## Appendix: Hubbard dimer parameters from grand-canonical density responses

### A.1 Response at fixed $\mu$ and at fixed $N$

In Mermin's finite-temperature theory (1965) the basic object is the grand potential $\Omega[v;\mu]=-k_BT\ln\mathrm{Tr}\,e^{-\beta(\hat H-\mu\hat N)}$, with $\beta=1/k_BT$, $\delta\Omega/\delta v(\mathbf r)=n(\mathbf r)$ and $\partial\Omega/\partial\mu=-N$. Here $v$ is the potential energy of an electron and $N=\langle\hat N\rangle$ is the mean electron number. At fixed temperature define

$$\chi_\mu(\mathbf r,\mathbf r')=\left.\frac{\delta n(\mathbf r)}{\delta v(\mathbf r')}\right|_\mu,\qquad s(\mathbf r)=\frac{\partial n(\mathbf r)}{\partial\mu},\qquad S=\int s\,d\mathbf r=\frac{\partial N}{\partial\mu}=\beta\,\mathrm{var}(\hat N).$$

The last equality holds because $\hat N$ commutes with $\hat H$. $\chi_\mu$ is symmetric, being a second derivative of $\Omega$. The density depends only on $v-\mu$, so raising $v$ by a constant equals lowering $\mu$ by it:

$$\int\chi_\mu(\mathbf r,\mathbf r')\,d\mathbf r'=-s(\mathbf r).\tag{A1}$$

Since $S>0$, $N(\mu)$ can be inverted, and the Legendre transform $A[v;N]=\Omega+\mu N$ has $\partial A/\partial N=\mu$, $\partial^2A/\partial N^2=1/S$ and $\delta A/\delta v=n$. A general variation gives $\delta n=\int\chi_\mu\,\delta v+s\,\delta\mu$. By (A1) and symmetry its integral is $\delta N=-\int s\,\delta v+S\,\delta\mu$, so holding $N$ requires $\delta\mu=\int s\,\delta v/S$, and

$$\chi_N(\mathbf r,\mathbf r')=\chi_\mu(\mathbf r,\mathbf r')+\frac{s(\mathbf r)s(\mathbf r')}{S},\qquad\int\chi_N\,d\mathbf r'=-s+\frac{sS}{S}=0.\tag{A2}$$

"Fixed $N$" means fixed mean number in the grand-canonical ensemble. In a small system this is not the canonical ensemble, as A.5 quantifies.

### A.2 Data

Two equivalent sites with one orbital each exchange electrons with a reservoir, coupled weakly enough that level broadening is negligible. The following values were made for the exercise and rounded as finite-difference responses $\chi_{ij}=\partial n_i/\partial v_j$ would be:

| quantity | value |
|---|---|
| $T$ | 1160 K |
| $n_1=n_2$ | 1.000 |
| $\chi_{\mu,11}=\chi_{\mu,22}$ | $-1.887\pm0.002\ \mathrm{eV^{-1}}$ |
| $\chi_{\mu,12}$ | $+0.062\pm0.002\ \mathrm{eV^{-1}}$ |

The two uncertainties are taken as independent standard deviations. The model is

$$\hat H=-t\sum_\sigma(c^\dagger_{1\sigma}c_{2\sigma}+c^\dagger_{2\sigma}c_{1\sigma})+U\sum_i\hat n_{i\uparrow}\hat n_{i\downarrow}+\sum_iv_i\hat n_i,$$

with $U\ge0$ and unperturbed $v_1=v_2=0$. Sought are $t$, $U$ and $\mu$.

The model-independent part comes first, with integrals replaced by site sums. From (A1), $s_1=s_2=1.887-0.062=1.825\ \mathrm{eV^{-1}}$ and $S=3.650\pm0.006\ \mathrm{eV^{-1}}$. With $k_BT=0.099961$ eV this means $\mathrm{var}(\hat N)=0.365$ and $\partial^2A/\partial N^2=0.274$ eV. The rank-one term in (A2) has every element equal to $S/4=0.9125\ \mathrm{eV^{-1}}$, so

$$\chi_N=\chi_{N,11}\begin{pmatrix}1&-1\\-1&1\end{pmatrix},\qquad\chi_{N,11}=\tfrac12(\chi_{\mu,11}-\chi_{\mu,12})=-0.9745\pm0.0014\ \mathrm{eV^{-1}}.$$

The data thus split into a charging part $S$ and a charge-transfer part $\chi_{N,11}$. In dimensionless form, with extra digits kept for the arithmetic only,

$$P\equiv-k_BT\,\chi_{N,11}=0.097412,\qquad Q\equiv k_BT\,S/4=0.091214,$$

and conversely $\chi_{\mu,11}=-\beta(P+Q)$, $\chi_{\mu,12}=\beta(P-Q)$.

### A.3 Forward model

Particle-hole symmetry gives $N=2$ at $\mu=U/2$, and $S>0$ makes this the only solution. Put $x=\beta t$, $y=\beta U/2$, $d=\sqrt{y^2+4x^2}$. The eigenvalues of $\beta(\hat H-\mu\hat N)+y$ are:

- $N=0$ and $N=4$: $+y$, once each.
- $N=1$ and $N=3$: $\pm x$, each a spin doublet.
- $N=2$: the triplet at $-y$, the odd ionic singlet at $+y$, and two even singlets at $\mp d$ with ionic weight $(d\mp y)/2d$.

The partition function is $e^{y}z$ with $z=6\cosh y+8\cosh x+2\cosh d$. Weighting each sector by $(N-2)^2$ gives $\mathrm{var}(\hat N)=8(e^{-y}+\cosh x)/z$, hence

$$Q=\frac{2(e^{-y}+\cosh x)}{z}.\tag{A3}$$

For $P$ apply $\beta v_1=-\beta v_2=\ell$. This perturbation has $\sum_is_i\,\delta v_i=0$, so it needs no shift of $\mu$. It gives $\delta(n_1-n_2)=-4P\ell$, and since $n_1-n_2=-\partial_\ell\ln z$ vanishes at $\ell=0$, $4P=z''(0)/z$. The odd-$N$ levels become $\pm\sqrt{x^2+\ell^2}$ and contribute $8\sinh x/x$ to $z''$. The triplet and the empty and full states are unaffected. The operator $\hat n_1-\hat n_2$ joins the odd and even ionic configurations with matrix element 2, and in second order a pair of levels $\epsilon_a,\epsilon_b$ with element $m$ adds $2m^2(e^{-\epsilon_b}-e^{-\epsilon_a})/(\epsilon_a-\epsilon_b)$ to $z''$. Therefore

$$P=\frac1z\left[\frac{2\sinh x}{x}+G\right],\qquad G=\frac1d\left[\frac{d-y}{d+y}\,(e^{d}-e^{-y})+\frac{d+y}{d-y}\,(e^{-y}-e^{-d})\right].\tag{A4}$$

Two limits bound the problem. For $x\to0$, $P=Q=1/[2(1+e^{y})]$ and $\chi_{\mu,12}=0$, as decoupled sites require. For $y=0$, $P=\tanh(x/2)/2x$ and $Q=1/[2(1+\cosh x)]$, the independent-electron result.

### A.4 Inversion and uniqueness

The sign of $t$ is not determined, since $c_{2\sigma}\to-c_{2\sigma}$ reverses it and leaves all occupations alone; take $x\ge0$. For $y\ge0$ the numerator of (A3) falls with $y$ and $z$ grows, so $Q$ decreases strictly to zero. Each $x$ therefore admits at most one $y(x)$ that reproduces $S$, and one exists as long as $Q(x,0)$ is not below the datum, which means $x\le2.180$. Along this curve (A3) and (A4) predict $\chi_{\mu,12}$:

| $x$ | 0 | 0.5 | 1 | 1.5 | 2 | 2.180 |
|---|---|---|---|---|---|---|
| $y(x)$ | 1.500 | 1.511 | 1.500 | 1.321 | 0.608 | 0 |
| $\chi_{\mu,12}$ (eV$^{-1}$) | 0 | 0.0109 | 0.0619 | 0.2043 | 0.5856 | 0.9157 |

The function $y(x)$ is not monotonic, so $S$ alone would not fix $t$ even if $U$ were known: $y=1.500$ occurs near both $x=0$ and $x=1$. The predicted $\chi_{\mu,12}$ rises from each entry to the next and meets the datum close to $x=1$. This sampling supports a single solution for $U\ge0$ without being a proof of monotonicity between the entries. Local uniqueness follows from the nonzero Jacobian below.

At $(x,y)=(1,1.5)$, where $d=2.5$, one finds $z=38.7237$, $G=1.42161$, $P=0.097408$, $Q=0.091221$ and

$$J=\begin{pmatrix}P_x&P_y\\Q_x&Q_y\end{pmatrix}=\begin{pmatrix}0.00898&-0.06699\\-0.00706&-0.05872\end{pmatrix},\qquad\det J=-1.000\times10^{-3}.$$

One Newton step,

$$\delta x=\frac{Q_y\,\delta P-P_y\,\delta Q}{\det J},\qquad\delta y=\frac{P_x\,\delta Q-Q_x\,\delta P}{\det J},\tag{A5}$$

with $\delta P,\delta Q$ the data minus the model values, gives $x=1.0007$ and $y=1.5000$, which reproduce $P$ and $Q$ to better than one part in $10^6$. Then $t=xk_BT=0.1000$ eV, $U=2yk_BT=0.2999$ eV and $\mu=U/2=0.150$ eV on the scale $v_i=0$. Two responses have fixed two parameters, so the vanishing residual is no test of the model. A second temperature would supply one.

### A.5 Propagation of errors

Insert $\delta P=\tfrac12k_BT(\delta\chi_{12}-\delta\chi_{11})$ and $\delta Q=-\tfrac12k_BT(\delta\chi_{11}+\delta\chi_{12})$, where $\chi$ is $\chi_\mu$, into (A5). With $\delta\chi$ in eV$^{-1}$ and energies in eV,

$$\delta t=0.041\,\delta\chi_{11}+0.63\,\delta\chi_{12},\qquad\delta U=0.16\,\delta\chi_{11}+0.019\,\delta\chi_{12}.$$

Adding the two contributions in quadrature,

$$t=0.1000\pm0.0013\ \mathrm{eV},\qquad U=0.2999\pm0.0003\ \mathrm{eV}.$$

The dimer thus has $k_BT=t$ within the uncertainty, $x=1.001\pm0.013$. The relative uncertainty is 1.3% for $t$ and 0.1% for $U$. The local response mainly fixes $U$, while $t$ rests on the small intersite element, the difference of the two nearly equal terms $P$ and $Q$. The conditioning worsens as $x\to0$: $P$ and $Q$ are even in $x$, so $P_x$, $Q_x$ and $\det J$ vanish there.

An error in $T$ rescales $P$, $Q$ and the energy unit together. From (A5) with $\delta P=P\,\delta\ln T$ and $\delta Q=Q\,\delta\ln T$, $\partial\ln t/\partial\ln T=0.6$, whereas for $U$ the two effects nearly cancel and $|\partial\ln U/\partial\ln T|<0.01$ at this point. A small error $\delta N$ in the filling moves $\mu$ by $\delta N/S$ but changes $P$ and $Q$ only in second order, because particle-hole symmetry makes both even in $\mu-U/2$.

The choice of ensemble matters far more than any of these. In the canonical ensemble with exactly two electrons only the term $G$ survives, normalised by $z_2=3e^{y}+e^{-y}+2\cosh d$, and $\chi_{11}=-\beta G/z_2=-0.55\ \mathrm{eV^{-1}}$ at the inferred parameters, against $\chi_{N,11}=-0.97\ \mathrm{eV^{-1}}$. The two-electron sector holds only the fraction $z_2/z=0.67$ of the grand-canonical weight, and much of the charge-transfer response comes from the one- and three-electron states. The canonical response also annihilates constant potentials, but it is not the $\chi_N$ of (A2), and it cannot be combined with $s_is_j/S$ to recover $\chi_\mu$.